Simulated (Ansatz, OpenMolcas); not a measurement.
# P2H2 (phosphanylidenephosphane): methods side by side

P2H2: 4 atoms, total charge 0, spin state singlet. SMILES: `[H]/P=P/[H]`. The coordinates come from a GFN2-xTB relaxation.

Quantity: the vertical energy of the triplet above the singlet, in eV. The values are calculated.

| level | kind | program | value (eV) | less FCI/STO-3G | CPU time (all runs) |
| --- | --- | --- | --- | --- | --- |
| BLYP/STO-3G | GGA | Ansatz | 2.67 | +0.31 | 2.8 s |
| r2SCAN0/STO-3G | hybrid meta-GGA | Ansatz | 1.98 | -0.38 | 6.7 s |
| CAM-B3LYP/STO-3G | range-separated hybrid | Ansatz | 2.00 | -0.36 | 3 s |
| MP2/STO-3G | perturbation theory | Ansatz | 2.17 | -0.19 | 0.25 s |
| CASSCF(2,2)/STO-3G | multireference | OpenMolcas | 1.97 | -0.39 | 2.8 s |
| BCCD(T)/STO-3G | coupled cluster or CI | Ansatz | 2.34 | -0.02 | 0.42 s |
| CCSDT(Q)/STO-3G | coupled cluster or CI | Ansatz | 2.36 | 0.00 | 0.76 s |
| FCI/STO-3G, open shells restricted | exact in the basis | OpenMolcas | 2.36 | 0.00 | 7.6 s |

FCI/STO-3G, open shells restricted is exact within its basis and frozen core, so for wave-function methods in that basis the difference is their error; functionals converge differently with the basis, so for them it is only a difference. The values span 1.97 to 2.67 eV. All rows use very small basis sets, so none should be taken for the real molecule's value. Times are those of the runs behind each value, whatever else they computed, on shared processors of several kinds: orders of magnitude only.

Every method places the singlet below the triplet at this geometry, as expected for a P=P double bond. The gap is modest because sideways 3p overlap is weaker than the 2p overlap in N=N or C=C bonds, leaving π* low and accessible. CASSCF(2,2) gives the smallest gap, 1.97 eV. Its two-electron active space can describe left-right correlation in one bond pair, but omits most of the dynamic correlation, which favours the singlet with its additional opposite-spin pair. MP2 recovers only part of the balance, whereas BCCD(T) comes within 0.02 eV of FCI and CCSDT(Q) matches it to the printed precision. The singlet therefore poses no serious multireference problem here, and a minimal active space is no substitute for dynamic correlation. BLYP lies above both hybrids, possibly because exact exchange favours the parallel-spin state, though the functionals differ in other respects too. The energies alone don't establish whether the triplet is n→π* or π→π*, or whether every method describes the same one.
